**Hand rule for the band edges of a PbO sheet near Γ**

The table holds five Kohn-Sham levels around the gap of a free PbO layer (P4/nmm) along Γ–X–M–Γ, from a non-magnetic, scalar-relativistic plane-wave PBE calculation. The program fits E(1 + αE) = ħ²k²/2m to the rise of the lowest empty level and Ak² + Bk⁴ to the drop of the highest filled level, using the five rows with k below 0.35 1/Å, and compares them with a parabola and with a three-term cosine series. The rounded rule reproduces the vertical gap of those rows within 11 meV and two unfitted mesh points near Γ within 12 meV per level. It is about 0.1 eV too high for the empty level in rows 5 and 19 and fails beyond, where that level turns down. The output also shows an electron mass near 0.47 mₑ that trades against α, a poorly fixed hole mass above 10 mₑ, the pairing of levels along X–M, and the offsets of the side valleys.

Kohn-Sham levels of a free PbO sheet along Γ–X–M–Γ, computed with Ansatz 0.2.0 using scalar-relativistic PBE, PAW and plane waves up to 420 eV, without spin polarization. The k mesh is 6×6×1, with Gaussian smearing of 0.02 eV. Levels b1–b3 are filled and a1–a2 empty, numbered outward from the Fermi level, which is set at mid-gap.

## Numerical check

```python
# Table: Kohn-Sham bands of a free PbO sheet (P4/nmm), Gamma-X-M-Gamma; Ansatz 0.2.0, PBE, scalar-relativistic.
# Tested: hand rule near Gamma, a1: E(1+alpha E)=C k^2/m, b1: drop=A k^2+B k^4; alternatives: parabola, cosine series.
T = {
    'row': [1, 2, 3, 4, 5, 6, 7, 8, 9, 10, 11, 12, 13, 14, 15, 16, 17, 18, 19, 20, 21, 22],
    'band_distance': [0.0, 0.111, 0.222, 0.333, 0.443, 0.554, 0.665, 0.776, 0.887, 0.998, 1.109, 1.219, 1.33, 1.441, 1.552, 1.709, 1.865, 2.022, 2.179, 2.336, 2.493, 2.649],  # 1/angstrom
    'band_b3': [-2.298, -2.331, -2.429, -2.583, -2.786, -3.024, -3.284, -3.552, -3.341, -2.995, -2.646, -2.385, -2.392, -2.487, -2.531, -2.339, -2.464, -2.764, -2.784, -2.654, -2.423, -2.298],  # eV
    'band_b2': [-2.298, -2.235, -2.248, -2.323, -2.368, -2.296, -2.121, -1.899, -1.914, -1.961, -2.033, -2.075, -1.921, -1.75, -1.685, -1.914, -1.968, -1.851, -1.951, -2.055, -2.167, -2.298],  # eV
    'band_b1': [-1.251, -1.254, -1.268, -1.304, -1.377, -1.501, -1.68, -1.899, -1.914, -1.961, -2.033, -2.075, -1.921, -1.75, -1.685, -1.706, -1.765, -1.634, -1.412, -1.299, -1.258, -1.251],  # eV
    'band_a1': [1.251, 1.345, 1.604, 1.958, 2.298, 2.202, 2.093, 2.12, 2.127, 2.142, 2.148, 2.118, 2.043, 1.958, 1.921, 1.871, 1.848, 2.015, 2.377, 1.909, 1.436, 1.251],  # eV
    'band_a2': [1.262, 1.37, 1.661, 2.057, 2.369, 2.419, 2.267, 2.12, 2.127, 2.142, 2.148, 2.118, 2.043, 1.958, 1.921, 2.13, 2.646, 3.037, 2.494, 1.98, 1.471, 1.262],  # eV
}
import numpy as np
from scipy import constants as sc
from scipy.optimize import curve_fit
d, b3, b2, b1, a1, a2 = [np.array(T['band_'+s], float) for s in ('distance','b3','b2','b1','a1','a2')]
a = 4.049  # angstrom, cell edge of the same run
C = sc.hbar**2/(2*sc.m_e)/sc.e*1e20
g = np.pi/a; j = np.arange(1, 8)/7
kx = g*np.r_[0, j, np.ones(7), 1-j]; ky = g*np.r_[0, 0*j, j, 1-j]; k = np.hypot(kx, ky)
s = np.r_[0, np.cumsum(np.hypot(np.diff(kx), np.diff(ky)))]
up = a1-a1[0]; dn = b1[0]-b1; gap = a1-b1
print(f"hbar^2/2m_e {C:.3f} eV A^2; X, M, Gamma at {s[7]:.3f}, {s[14]:.3f}, {s[21]:.3f} 1/A; worst distance error {abs(s-d).max():.4f}")
print(f"gap at Gamma {gap[0]:.3f} eV; a2-a1 {1e3*(a2[0]-a1[0]):.0f} meV; b1-b2 {b1[0]-b2[0]:.3f} eV; b2-b3 {b2[0]-b3[0]:.3f} eV; rounding of a difference up to 1 meV")
F = np.where((k > 0) & (k < 0.35))[0]; N = np.array([1, 20])
kane = lambda q, m, al: (np.sqrt(1+4*al*C*q**2/m)-1)/(2*al)
(m, al), cov = curve_fit(kane, k[F], up[F], [0.5, 0.3])
print(f"fit rows {[int(i+1) for i in F]}: m {m:.3f} m_e, alpha {al:.3f} 1/eV, correlation {cov[0,1]/np.sqrt(cov[0,0]*cov[1,1]):.2f}")
for nm, x in (('a1-b1', gap[0]), ('a1-b2', a1[0]-b2[0])):
    mm = curve_fit(lambda q, u: kane(q, u, 1/x), k[F], up[F], [0.5])[0][0]
    print(f"alpha fixed at 1/({nm}) = {1/x:.3f}: m {mm:.3f}, worst error {1e3*abs(kane(k[F],mm,1/x)-up[F]).max():.0f} meV")
mass = lambda y: C*np.sum(k[N]**4)/np.sum(k[N]**2*y[N])
mp = mass(up)
print(f"parabola mass from rows 2, 21: a1 {mp:.3f}, a2 {mass(a2-a2[0]):.3f} m_e")
for i in N:
    print(f"row {i+1} shift from Gamma (meV): a1 {1e3*up[i]:+.0f}, b1 {-1e3*dn[i]:+.0f}, b2 {1e3*(b2[i]-b2[0]):+.0f}, b3 {1e3*(b3[i]-b3[0]):+.0f}; hole mass {C*k[i]**2/(dn[i]+.001):.0f}-{C*k[i]**2/(dn[i]-.001):.0f} m_e")
A, B = np.linalg.lstsq(np.c_[k[F]**2, k[F]**4], dn[F], rcond=None)[0]
print(f"b1 fit: A {A:.3f} eV A^2 (mass {C/A:.0f} m_e, {C/A/m:.0f} x electron), B {B:.3f} eV A^4, terms equal at k {np.sqrt(A/B):.2f} 1/A")
p = np.log(dn[2:8]/dn[1:7])/np.log(k[2:8]/k[1:7])
print("local exponent of b1 drop, rows 2 to 8:", " ".join(f"{x:.1f}" for x in p))
m, al, A, B = round(m, 2), round(al, 2), round(A, 2), round(B, 1)
print(f"hand rule constants: m {m}, alpha {al} 1/eV, A {A} eV A^2, B {B} eV A^4")
quart = lambda q: A*q**2+B*q**4
basis = lambda x, y: np.c_[1-np.cos(x*a/2)*np.cos(y*a/2), 2-np.cos(x*a)-np.cos(y*a), 1-np.cos(x*a)*np.cos(y*a)]
G = np.r_[1:8, 17:21]  # rows 2-8, 18-21: b1 falls smoothly from Gamma, no upturn yet
t = np.linalg.lstsq(basis(kx[G], ky[G]), dn[G], rcond=None)[0]
eP, eK, eQ, eC = [1e3*x for x in (C*k**2/mp-up, kane(k, m, al)-up, quart(k)-dn, basis(kx, ky)@t-dn)]
print(f"cosine series, rows 2-8 and 18-21: {t[0]:.3f}, {t[1]:.3f}, {t[2]:.3f} eV; worst error {abs(eC[G]).max():.0f} meV")
for i in (2, 19):
    x = C*k[i]**2/m; u = kane(k[i], m, al); q = quart(k[i])
    print(f"worked row {i+1}: k {k[i]:.4f}, k^2 {k[i]**2:.4f}, Ck^2/m {x:.3f}, rise {u:.3f}, a1 {a1[0]+u:.3f} (table {a1[i]:.3f})")
    print(f"   Ak^2 {A*k[i]**2:.4f} + Bk^4 {B*k[i]**4:.4f}, b1 {b1[0]-q:.3f} (table {b1[i]:.3f}); gap {gap[0]+u+q:.3f} (table {gap[i]:.3f}) eV")
print("row, k (1/A) | a1 rise, error parabola, rule | b1 drop, error rule, cosine | gap error of rule (meV)")
for i in list(range(1, 8))+list(range(20, 13, -1)):
    print(f"{i+1:2d} {k[i]:.3f} | {1e3*up[i]:5.0f} {eP[i]:+6.0f} {eK[i]:+6.0f} | {1e3*dn[i]:4.0f} {eQ[i]:+6.0f} {eC[i]:+5.0f} | {eK[i]+eQ[i]:+6.0f}")
print(f"fit rows worst error: parabola {abs(eP[F]).max():.0f}, a1 rule {abs(eK[F]).max():.0f}, b1 rule {abs(eQ[F]).max():.1f}, gap {abs(eK[F]+eQ[F]).max():.0f} meV ({100*(abs(eK[F]+eQ[F])/1e3/gap[F]).max():.1f} %)")
# mesh points of the same run, not fitted: fractional k, b1, a1 (eV)
for u, v, y, z in ((0, 1/6, -1.277, 1.715), (1/6, 1/6, -1.326, 2.101), (0, 1/3, -1.454, 2.265), (1/6, 1/3, -1.544, 2.149)):
    x1, x2 = np.array([2*g*u]), np.array([2*g*v]); q = float(np.hypot(x1, x2)[0])
    print(f"mesh ({u:.2f},{v:.2f}) k {q:.3f}: error a1 rule {1e3*(a1[0]+kane(q,m,al)-z):+.0f}, b1 drop rule {1e3*(quart(q)-b1[0]+y):+.0f}, cosine {1e3*((basis(x1,x2)@t)[0]-b1[0]+y):+.0f} meV")
X = slice(7, 15)
print(f"X-M largest a2-a1 {abs(a2[X]-a1[X]).max():.3f}, b1-b2 {abs(b1[X]-b2[X]).max():.3f} eV; row 7 splits {a2[6]-a1[6]:.3f}, {b1[6]-b2[6]:.3f}")
print(f"X-M a1 {a1[X].min():.3f} to {a1[X].max():.3f}, b1 {b1[X].min():.3f} to {b1[X].max():.3f}, gap {gap[X].min():.3f} to {gap[X].max():.3f} eV")
print(f"X-M errors (meV): a1 rule {eK[X].min():+.0f} to {eK[X].max():+.0f}, b1 rule {eQ[X].min():+.0f} to {eQ[X].max():+.0f}, cosine {eC[X].min():+.0f} to {eC[X].max():+.0f}")
print(f"a1 above its minimum: row 7 {up[6]:.3f}, row 17 {up[16]:.3f}, M {up[14]:.3f}, X {up[7]:.3f} eV; b1 below its top: M {dn[14]:.3f}, X {dn[7]:.3f} eV")
print(f"widths on path: a1 {np.ptp(a1):.3f}, b1 {np.ptp(b1):.3f} eV")
assert abs(s-d).max() < 0.002
assert np.allclose(a1[X], a2[X]) and np.allclose(b1[X], b2[X])
assert up.min() >= 0 and dn.min() >= 0 and C/A > 10*m
assert np.all((p > 2) & (p < 4))
```

Output:

```
hbar^2/2m_e 3.810 eV A^2; X, M, Gamma at 0.776, 1.552, 2.649 1/A; worst distance error 0.0007
gap at Gamma 2.502 eV; a2-a1 11 meV; b1-b2 1.047 eV; b2-b3 0.000 eV; rounding of a difference up to 1 meV
fit rows [2, 3, 4, 20, 21]: m 0.471 m_e, alpha 0.349 1/eV, correlation -0.98
alpha fixed at 1/(a1-b1) = 0.400: m 0.460, worst error 11 meV
alpha fixed at 1/(a1-b2) = 0.282: m 0.488, worst error 11 meV
parabola mass from rows 2, 21: a1 0.504, a2 0.445 m_e
row 2 shift from Gamma (meV): a1 +94, b1 -3, b2 +63, b3 -33; hole mass 12-23 m_e
row 21 shift from Gamma (meV): a1 +185, b1 -7, b2 +131, b3 -125; hole mass 12-16 m_e
b1 fit: A 0.245 eV A^2 (mass 16 m_e, 33 x electron), B 2.252 eV A^4, terms equal at k 0.33 1/A
local exponent of b1 drop, rows 2 to 8: 2.5 2.8 3.0 3.1 3.0 2.7
hand rule constants: m 0.47, alpha 0.35 1/eV, A 0.24 eV A^2, B 2.3 eV A^4
cosine series, rows 2-8 and 18-21: 1.171, -0.062, -0.196 eV; worst error 12 meV
worked row 3: k 0.2217, k^2 0.0491, Ck^2/m 0.398, rise 0.354, a1 1.605 (table 1.604)
   Ak^2 0.0118 + Bk^4 0.0056, b1 -1.268 (table -1.268); gap 2.874 (table 2.872) eV
worked row 20: k 0.3135, k^2 0.0983, Ck^2/m 0.797, rise 0.649, a1 1.900 (table 1.909)
   Ak^2 0.0236 + Bk^4 0.0222, b1 -1.297 (table -1.299); gap 3.197 (table 3.208) eV
row, k (1/A) | a1 rise, error parabola, rule | b1 drop, error rule, cosine | gap error of rule (meV)
 2 0.111 |    94     -1     +2 |    3     +0    +1 |     +3
 3 0.222 |   353    +18     +1 |   17     +0    +2 |     +2
 4 0.333 |   707   +128    +10 |   53     +2    +2 |    +11
 5 0.443 |  1047   +438    +92 |  126    +10    -0 |   +102
 6 0.554 |   951  +1369   +646 |  250    +41    -6 |   +687
 7 0.665 |   842  +2499  +1234 |  429   +127    -9 |  +1361
 8 0.776 |   869  +3678  +1700 |  648   +330    +7 |  +2030
21 0.157 |   185     +1     +2 |    7     +0    +2 |     +2
20 0.314 |   658    +84     -9 |   48     -2    +6 |    -11
19 0.470 |  1126   +544   +122 |  161     +5   +12 |   +126
18 0.627 |   764  +2206  +1146 |  383    +67    -5 |  +1213
17 0.784 |   597  +4043  +2008 |  514   +501  +115 |  +2509
16 0.941 |   620  +6062  +2698 |  455  +1557  +385 |  +4255
15 1.097 |   670  +8424  +3372 |  434  +3189  +488 |  +6561
fit rows worst error: parabola 128, a1 rule 10, b1 rule 2.2, gap 11 meV (0.3 %)
mesh (0.00,0.17) k 0.259: error a1 rule +2, b1 drop rule +0, cosine +2 meV
mesh (0.17,0.17) k 0.366: error a1 rule -12, b1 drop rule -2, cosine +9 meV
mesh (0.00,0.33) k 0.517: error a1 rule +428, b1 drop rule +26, cosine -4 meV
mesh (0.17,0.33) k 0.578: error a1 rule +802, b1 drop rule +45, cosine +2 meV
X-M largest a2-a1 0.000, b1-b2 0.000 eV; row 7 splits 0.174, 0.441
X-M a1 1.921 to 2.148, b1 -2.075 to -1.685, gap 3.606 to 4.193 eV
X-M errors (meV): a1 rule +1700 to +3372, b1 rule +330 to +3189, cosine -23 to +488
a1 above its minimum: row 7 0.842, row 17 0.597, M 0.670, X 0.869 eV; b1 below its top: M 0.434, X 0.648 eV
widths on path: a1 1.126, b1 0.824 eV
```
